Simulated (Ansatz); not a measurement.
Loss of SiH4: C2H6ClSi2 → SiH2(CC)Cl + SiH4

Species: C2H6ClSi2 `[SiH2]/C=C/[SiH2]Cl`, doublet; SiH2(CC)Cl, doublet; SiH4 (silane) `[SiH4]`, singlet. 

Shapes, held fixed at every level: PBE0-D4/def2-TZVP. Flexible molecules stand in one conformer, not always the lowest. Programs: Ansatz 0.2.0. The zero-point and thermal change to 298 K, harmonic and unscaled (PBE0-D4/def2-TZVP), is -20.6 kJ/mol.

```tsv
level	kind	ΔH(298 K) (kJ/mol)
HF/def2-TZVPP	Hartree–Fock	+246.7
PBE-D4/def2-TZVPP	GGA	+355.6
B3LYP-D4/def2-TZVPP	global hybrid	+333.6
PBE0-D4/def2-TZVPP	global hybrid	+358.6
r2SCAN0-D4/def2-TZVPP	global hybrid	+344.5
wB97M-V/def2-TZVPP	range-separated hybrid	+332.9
B2PLYP/def2-TZVPP	double hybrid	+315.3
```

B2PLYP/def2-TZVPP gives ΔH(298 K) = +315.3 kJ/mol; the levels span +246.7 to +358.6. The median of the levels is +333.6. No measured value is set beside it here. Spin contamination: C2H6ClSi2 (⟨S²⟩ up to 0.91), SiH2(CC)Cl (⟨S²⟩ up to 1.17). Open shells run unrestricted unless RO is named.

Loss of silane is strongly endothermic at every level. The product formula suggests an alkynyl radical, ClSiH2–C≡C•, so the departing silyl group must take both vinylic hydrogens with it. Strong C–H bonds and a Si–C bond are given up for weaker Si–H bonds and a second π bond. The unpaired electron also moves from silicon, where it is comparatively well accommodated, to an sp-rich carbon orbital, where it is held in a high-energy σ radical. The new π bond repays only part of this cost.

Hartree–Fock lies far below the rest at +246.7 kJ/mol, which probably reflects unbalanced neglect of correlation between the alkenyl reactant and the alkynyl radical. Exact exchange alone does not order the density functionals, since PBE and PBE0 nearly coincide. The endothermic sign is therefore secure, but the spread does not support a precise reaction enthalpy. Nor does the overall enthalpy show whether the two hydrogen transfers are concerted or stepwise.
